**Question**

In a metal the step between filled and empty levels is smeared out, so that a finite k mesh gives smooth results. The table compares several ways of doing this for one frozen cell of AlNi, with the r2SCAN functional. At the same nominal width of 0.1 eV, going from Gaussian to Fermi-Dirac occupations lowers the free energy by about 6 meV/atom. Yet Methfessel-Paxton occupations at 0.5 eV stay within 1 meV/atom of the reference.

AlNi (space group Cmmm, 2 atoms in the cell) at fixed cell and atoms, computed with Ansatz 0.2.0 using r2SCAN, plane-wave PAW, scalar-relativistic, without spin polarisation, at a 500 eV cutoff and a 16×16×14 k mesh. The reference uses Gaussian occupations with a width of 0.1 eV. The energy is extrapolated to zero smearing; pressure is positive in compression.

```csv
occupation rule,occupation width (eV),energy less reference (meV/atom),free energy less reference (meV/atom),pressure less reference (GPa)
Fermi-Dirac,0.1,-0.097,-6.41,0.116
Fermi-Dirac,0.3,-2.9,-61.5,0.808
Gaussian,0.02,0.092,1.21,-0.021
Gaussian,0.05,0.08,0.916,-0.018
Methfessel-Paxton,0.01,0.086,1.26,-0.027
Methfessel-Paxton,0.05,0.098,1.25,-0.021
Methfessel-Paxton,0.1,0.047,1.18,-0.027
Methfessel-Paxton,0.3,0.089,1.17,0.023
Methfessel-Paxton,0.5,0.046,0.331,0.057
cold,0.02,0.089,1.26,-0.02
cold,0.2,-0.202,1.67,-0.016
tetrahedron,0,-0.378,0.791,0.013
```

Three explanations are offered for the column "free energy less reference":

1. The error is set by the width in eV, whatever the rule.
2. It is set by how broad the smeared step really is, measured at half height.
3. It is set by the mean square spread of the smeared step.

(a) Decide between them. (b) Explain why "energy less reference" varies so much less, and why it still fails for Fermi-Dirac at 0.3 eV.

**Model answer**

(a) The first explanation is tempting because the width is the number typed into the input. It predicts no difference between Fermi-Dirac and Gaussian at 0.1 eV, where the table has −6.41 meV/atom. If every rule behaved like a Gaussian of its nominal width, Methfessel-Paxton at 0.5 eV would lie at about −28 meV/atom, but it lies at +0.3. Equal widths are therefore not equal amounts of smearing.

To separate the other two, consider what smearing does to the energy. Let $D$ be the density of levels at the Fermi energy, taken as constant, and let $M$ be the second moment of the broadening function, the curve that turns the sharp step into a smooth one. Moving electrons from just below the Fermi energy to just above it costs $DM/2$, because the number moved and the energy each one gains both grow with the width. The entropy term $TS$ that belongs to the smearing is twice as large, $DM$. The free energy $F$ therefore falls below its zero-width value $E_0$:

$$F = E_0 + \tfrac{1}{2}DM - DM = E_0 - \tfrac{1}{2}DM .$$

For a width $w$, $M$ is $w^2/2$ for Gaussian and $\pi^2w^2/3$ for Fermi-Dirac occupations, a ratio of 6.58. The long tails of the Fermi-Dirac function cause part of this, since a second moment weights distant levels strongly; the rest is there already at half height. A half-height width ignores the tails, and its square differs by a factor of only 4.5. The computed entropy terms at 0.1 eV differ by a factor of 6.4, close to the third explanation and far from the second.

The estimate for Fermi-Dirac at 0.1 eV runs as follows. The reference calculation has an entropy term of 4.68 meV per cell of two atoms, so its free energy lies $4.68/4 = 1.17$ meV/atom below $E_0$. Fermi-Dirac should lie $6.58 \times 1.17 = 7.69$ meV/atom below. The difference is −6.52 meV/atom, against −6.41 in the table. The half-height rule gives −4.1.

The same 1.17 meV/atom explains why so many rows sit near +1.2. They are not in error by that amount; the reference itself lies low, and they lie close to $E_0$. Narrow widths get there because $M$ is small. Methfessel-Paxton functions of first or higher order, and cold smearing, get there because positive and negative parts of the broadening function cancel in the second moment. Up to 0.3 eV the Methfessel-Paxton rows stay within 0.1 meV/atom of this level. This also counts strongly against half height: the central peak of these functions widens in step with the nominal width, yet the free energy hardly moves.

(b) The energy column is extrapolated to zero width. For Fermi-Dirac and Gaussian occupations, half the entropy term is added back to $F$, which removes $DM/2$ exactly if $D$ is constant. At Fermi-Dirac 0.3 eV this restores about 60 meV/atom and leaves the energy 3 meV/atom below the narrow-width rows.

The remainder arises because the levels are not evenly dense. The value of $D$ deduced from the entropy falls from 0.91 states per eV and cell for Fermi-Dirac 0.1 eV to 0.81 at 0.3 eV, where the window is about 1 eV wide. Both the entropy and the lowering of $F$ then grow more slowly than $w^2$, but not by the same amount. Since $TS = -w\,dF/dw$, a correction to $F$ that grows as $w^4$ is expected to enter the entropy term four times over. Half the entropy term then adds back too little, and the extrapolated energy comes out too low. The still higher $D$ from the narrowest Gaussian widths is weaker evidence, because so narrow a window catches few points of the k mesh.

**Remarks on the reasoning**

A good answer tests the third explanation where it could fail. Its only constant comes from the entropy of the reference, not from the rows being explained, as the output below the text shows. At Fermi-Dirac 0.3 eV it overshoots the lowering by 11 %, for the reason given in (b). The half-height rule falls short there by a quarter, so the ranking survives.

Cancelling the second moment does not cancel everything. Methfessel-Paxton at 0.5 eV has dropped by almost 1 meV/atom from its narrow-width value. Cold smearing at 0.2 eV has risen by 0.4 meV/atom, and its extrapolation then takes away 0.7, so that correction makes the energy too low. Higher moments, which matter only where the density of levels varies with energy, are the natural cause in both cases.

The tetrahedron row should be kept out of the contest. It has no smearing width and integrates over the k mesh in another way, so its −0.38 meV/atom is neither a smearing error nor a proven exact limit. The run also warns that its band table was not solved further and that its derivatives may miss the slope of the energy, so its pressure may be unreliable. Nor does the close agreement of the narrow-width rows prove that the k mesh is fine enough, because they all share the same one.

Credit is also due for noticing that the pressure receives no such extrapolation. It follows the free energy and is off by 0.8 GPa at Fermi-Dirac 0.3 eV, even though most of the energy error there has been removed. Scaling the 0.1 eV result by the second moment would give 1.2 GPa, so the model is only a rough guide for pressure. Forces cannot serve as a further check, since symmetry makes them zero in this cell.

For practical use, Gaussian and Fermi-Dirac widths should be compared after conversion. To match a Gaussian width of 0.1 eV, the Fermi-Dirac width should be smaller by a factor of $\sqrt{6.58} \approx 2.6$, or about 0.04 eV. The conversion is reliable while the density of levels changes little across the smeared window. Methfessel-Paxton and cold smearing have no such factor, because their second moment is zero.

Output of the analysis:

```
Free energy less reference and its explanations, meV/atom:
                row  width eV  computed  from width alone  from second moment  second moment less computed  added by extrapolation
        Fermi-Dirac       0.1     -6.41                 0              -6.522                      -0.1116                   7.482
        Fermi-Dirac       0.3     -61.5             -9.35              -68.04                       -6.545                   59.77
           Gaussian      0.02      1.21             1.122               1.122                     -0.08795                  0.0508
           Gaussian      0.05     0.916            0.8766              0.8766                      -0.0394                  0.3328
  Methfessel-Paxton      0.01      1.26             1.157               1.169                      -0.0912                 -0.0052
  Methfessel-Paxton      0.05      1.25            0.8766               1.169                      -0.0812                  0.0168
  Methfessel-Paxton       0.1      1.18                 0               1.169                      -0.0112                  0.0358
  Methfessel-Paxton       0.3      1.17             -9.35               1.169                      -0.0012                  0.0878
  Methfessel-Paxton       0.5     0.331            -28.05               1.169                       0.8378                  0.8838
               cold      0.02      1.26             1.122               1.169                      -0.0912                 -0.0022
               cold       0.2      1.67            -3.506               1.169                      -0.5012                 -0.7032
        tetrahedron         0     0.791             1.169               1.169                       0.3778                 -0.0002
Smearing term in the free energy of the reference, half of TS, meV/atom: 1.169
Entropy term at 0.1 eV, Fermi-Dirac over Gaussian: 6.4
Same ratio expected from second moments: 6.58
Same ratio expected from squared half-height widths: 4.483
Half-height explanation for Fermi-Dirac 0.1 eV, meV/atom: -4.071
Half-height explanation for Fermi-Dirac 0.3 eV, meV/atom: -45.99
Second-moment overshoot at Fermi-Dirac 0.3 eV, percent: 10.64
Density of levels from entropy in states per eV and cell (same value in all rows):
                row  Gaussian 0.02  Gaussian 0.05  Gaussian 0.1  Fermi-Dirac 0.1  Fermi-Dirac 0.3
        Fermi-Dirac          1.089          1.064         0.935           0.9095           0.8072
        Fermi-Dirac          1.089          1.064         0.935           0.9095           0.8072
           Gaussian          1.089          1.064         0.935           0.9095           0.8072
           Gaussian          1.089          1.064         0.935           0.9095           0.8072
  Methfessel-Paxton          1.089          1.064         0.935           0.9095           0.8072
  Methfessel-Paxton          1.089          1.064         0.935           0.9095           0.8072
  Methfessel-Paxton          1.089          1.064         0.935           0.9095           0.8072
  Methfessel-Paxton          1.089          1.064         0.935           0.9095           0.8072
  Methfessel-Paxton          1.089          1.064         0.935           0.9095           0.8072
               cold          1.089          1.064         0.935           0.9095           0.8072
               cold          1.089          1.064         0.935           0.9095           0.8072
        tetrahedron          1.089          1.064         0.935           0.9095           0.8072
Mean extrapolated energy of rows up to 0.05 eV without tetrahedron, meV/atom: 0.089
Extrapolated energy of Fermi-Dirac 0.3 eV less that mean, meV/atom: -2.989
Pressure change at Fermi-Dirac 0.3 eV scaled from 0.1 eV by second moment, GPa: 1.21
Pressure change at zero second moment scaled the same way, GPa: -0.02079
```
